## Results and discussion

Why does the energy needed to lift an electron across the gap of corundum, at fixed wavevector, grow by about half between the zone centre and the outer part of the Brillouin zone? The sizes to remember are 3 eV and 0.3 eV. The lowest empty level climbs by about the first amount over the points below, while the highest filled level moves by only the second.

Kohn-Sham levels of corundum, Al2O3 (10-atom R-3c cell, geometry as given), at points of a 7×7×7 k mesh, calculated with DFTK 0.8.2 and the PBE functional without spin polarisation. The plane-wave cutoff is 1142.88 eV and the pseudopotentials are dojo.nc.sr.pbe.v0_4_1.standard. Energies are counted from the valence top on the mesh.

```csv
point a (reciprocal cell vector),point b (reciprocal cell vector),point c (reciprocal cell vector),level point (row),level under 1 (eV),level over 1 (eV),level over 2 (eV)
0.0000,0.0000,0.0000,1,0.000,6.268,9.188
0.1429,0.1429,0.0000,2,-0.039,6.851,9.578
-0.2857,0.2857,0.0000,3,-0.219,9.140,9.464
0.2857,0.1429,0.1429,4,-0.142,7.249,9.601
-0.2857,0.1429,0.1429,5,-0.240,8.862,9.352
-0.1429,0.1429,0.1429,6,-0.125,7.725,9.804
0.4286,0.4286,0.4286,7,-0.300,8.347,8.979
```

Point a, b and c are the components of the wavevector along the three reciprocal cell vectors, written $k_a$, $k_b$, $k_c$ here. Level under 1 is the highest filled level at a point, and level over 1 and level over 2 are the two lowest empty ones, all counted from the valence top. The gap at a point, level over 1 minus level under 1, runs from 6.27 eV at the zone centre to 9.36 eV at point 3.

### Does the filled level sink?

A gap can widen from either side. The filled side contributes little: at each point away from the centre, the sinking of level under 1 supplies between 6 and 13 % of the growth. Standard chemistry explains why this edge is so flat. The filled top consists of oxygen 2p states, which are compact and numerous, and where one band drops another takes its place as the highest. The edge is so flat that the true valence maximum might lie between mesh points, so the gap is direct only as far as this mesh can tell.

### One light electron?

The explanation must therefore lie in the empty level, and its order looks simple once distances are measured properly. The reciprocal cell is oblique, so the coordinates alone mislead: points 4 and 5 have the same coordinate length, yet their true distances from the centre are 0.35 and 0.65 Å⁻¹. In true distance $k$, the empty level rises from each point to the next without exception.

This order suggests a freely moving electron with one effective mass $m$, whose energy above the band edge is $E=\hbar^2k^2/2m$. Point 2, the nearest to the centre, gives a mass of 0.43 electron masses. Point 3 lies 2.92 times as far out, so the same mass predicts a rise of $0.583\times2.92^2\approx5.0$ eV. The calculation gives 2.87 eV.

The picture holds to about a tenth at point 4 and then breaks down. No other single mass would rescue it, because the mass deduced from each point in turn ranges from 0.43 to 0.75. The correct order had made a wrong law look plausible.

### A wave that feels the lattice

The lowest empty states of corundum are known to be s-like and spread over many atoms. At the zone centre such a state has the same phase in every cell, which is the smoothest and cheapest arrangement. A finite wavevector shifts the phase between neighbouring cells, and the mismatch costs energy. The cost of a phase difference $\phi$ goes as $1-\cos\phi$: it starts as a parabola, like that of a free electron, but levels off as neighbours approach opposite phase. This is the shape for one orbital per cell; the cell of corundum holds ten atoms, so here it is a simplification.

Keeping only the two shortest sets of lattice vectors, the cell edges and their differences, gives for the rise

$$E=A\,[3-\cos2\pi k_a-\cos2\pi k_b-\cos2\pi k_c]+B\,[3-\cos2\pi(k_a-k_b)-\cos2\pi(k_b-k_c)-\cos2\pi(k_c-k_a)].$$

The constants $A=0.36$ eV and $B=0.47$ eV were fitted to the six points away from the centre. They summarise the shape of the band and should not be read as separate bond strengths.

Point 7 shows how the formula is evaluated, and where it should not be trusted. Its three components are equal, so cells separated by a difference of two edges stay in phase and the second bracket vanishes. Only the first remains, with $\cos(2\pi\times0.4286)=-0.90$, and the rise is $0.36\times(3+3\times0.90)\approx2.1$ eV. The computed rise is 2.08 eV, though this point was part of the fit. Further along this axis the formula flattens at $6A\approx2.16$ eV on the zone face. The real band is not expected to do so: the glide plane of R-3c forces it to join a partner band at that face, and it can arrive there still climbing. The second empty level at point 7, 2.71 eV above the band edge, may be that partner.

### What decides between the pictures

The sharpest evidence needs no fit. Points 5 and 7 are almost equally far from the centre, at 0.65 and 0.62 Å⁻¹, yet the empty level at point 5 is 0.52 eV higher. A smooth curve in distance alone would need a sudden steep step there, with gentle slopes on both sides. Direction matters, but these levels do not show why. The formula places point 7 low because that point lies close to the zone face, where the cosines flatten, and on the threefold axis this flattening is the doubtful part of the formula.

The fits add little to this. A direction-blind curve in $k^2$ and $k^4$, also with two constants and fitted to the same six points, has a typical miss of 0.12 eV, against 0.07 eV for the lattice formula. When each point is predicted from the other five, the misses grow to 0.19 and 0.16 eV, a margin so narrow that another direction-blind curve, such as the non-parabolic form of two coupled bands, could well reverse it. The calculation itself imposes a periodic crystal, so the comparison tests only whether two sets of neighbours suffice. They do so roughly: the largest miss is 0.11 eV, at point 5, where the rise is 2.59 eV. The printed analysis below lists both fits point by point.

The second empty level shows what the two-neighbour formula leaves out. It lies 2.92 eV above the first at the zone centre but only 0.32 eV above it at point 3. If the two states have the same symmetry, which these data do not show, they repel when they come this close, and that would help to hold the lower one down. The formula describes one isolated band and could absorb such an effect only through its constants.

### What carries over

The contrast between a steep empty edge and a flat filled one follows from the orbitals. Magnesium oxide, with s-like empty states above oxygen 2p, shows the same pattern. In titanium dioxide the lowest empty states are compact titanium 3d orbitals, which overlap less, and the empty edge is flatter.

A mass read from a mesh point is an upper estimate for such a band: the apparent mass grows from 0.43 at point 2 to 0.48 and 0.51 at the next two distances, so the value at the band edge should lie somewhat below 0.43. The gap itself should not be taken from these levels. The run gives 6.27 eV for an unrelaxed cell that is under 6.0 GPa of pressure in PBE, well below the measured value of roughly 9 eV (a recalled figure).

Output of the analysis:

```
fit of rise on 6 rows (level_point > 1): coefficient of shell_a 0.3604 +/- 0.015, coefficient of shell_b 0.465 +/- 0.016; rms 0.071, worst -0.2857 -0.114, leave-one-out rms 0.162
  rows outside the fit (model, value, miss): 0.0 0, 0, 0
fit of rise on 6 rows (level_point > 1): coefficient of k2 8.221 +/- 0.72, coefficient of k4 -5.683 +/- 1.5; rms 0.123, worst 0.4286 0.25, leave-one-out rms 0.19
  rows outside the fit (model, value, miss): 0.0 0, 0, 0
Distances and gaps:
      row  point  coordinate length  distance (1/A)  rise of empty level (eV)  gap at point (eV)  valence share (%)  to second empty level (eV)
      0.0      1                  0               0                         0              6.268                n/a                        2.92
   0.1429      2             0.2021          0.2579                     0.583               6.89               6.27                       2.727
  -0.2857      3              0.404           0.754                     2.872              9.359              7.085                       0.324
   0.2857      4               0.35          0.3517                     0.981              7.391              12.64                       2.352
  -0.2857      5               0.35          0.6531                     2.594              9.102              8.469                        0.49
  -0.1429      6             0.2475          0.4409                     1.457               7.85              7.901                       2.079
   0.4286      7             0.7424          0.6217                     2.079              8.647              12.61                       0.632
Models of the rise:
      row  point  apparent mass (m_e)  single mass (eV)  direction-blind (eV)  its miss (eV)  lattice band (eV)  its miss (eV)
      0.0      1                  n/a                 0                     0              0                  0              0
   0.1429      2               0.4347             0.583                0.5216       -0.06136             0.6218        0.03884
  -0.2857      3               0.7543             4.984                 2.837       -0.03515              2.902        0.02976
   0.2857      4               0.4805             1.084                0.9301       -0.05095              1.062        0.08092
  -0.2857      5               0.6265             3.739                 2.472        -0.1216               2.48        -0.1141
  -0.1429      6               0.5084             1.704                 1.384       -0.07348              1.545        0.08763
   0.4286      7               0.7084             3.388                 2.329         0.2496              2.055       -0.02376
Span of the lowest empty level over the listed points (eV): 2.872
Span of the highest filled level (eV): 0.3
Span of the second empty level (eV): 0.825
Largest gap at a point over the gap at the zone centre (ratio): 1.493
Largest overshoot of the single-mass parabola (ratio to computed rise): 1.735
Lowest empty level, row 5 less row 4 (eV): 1.613
Lowest empty level, row 5 less row 7 (eV): 0.515
```
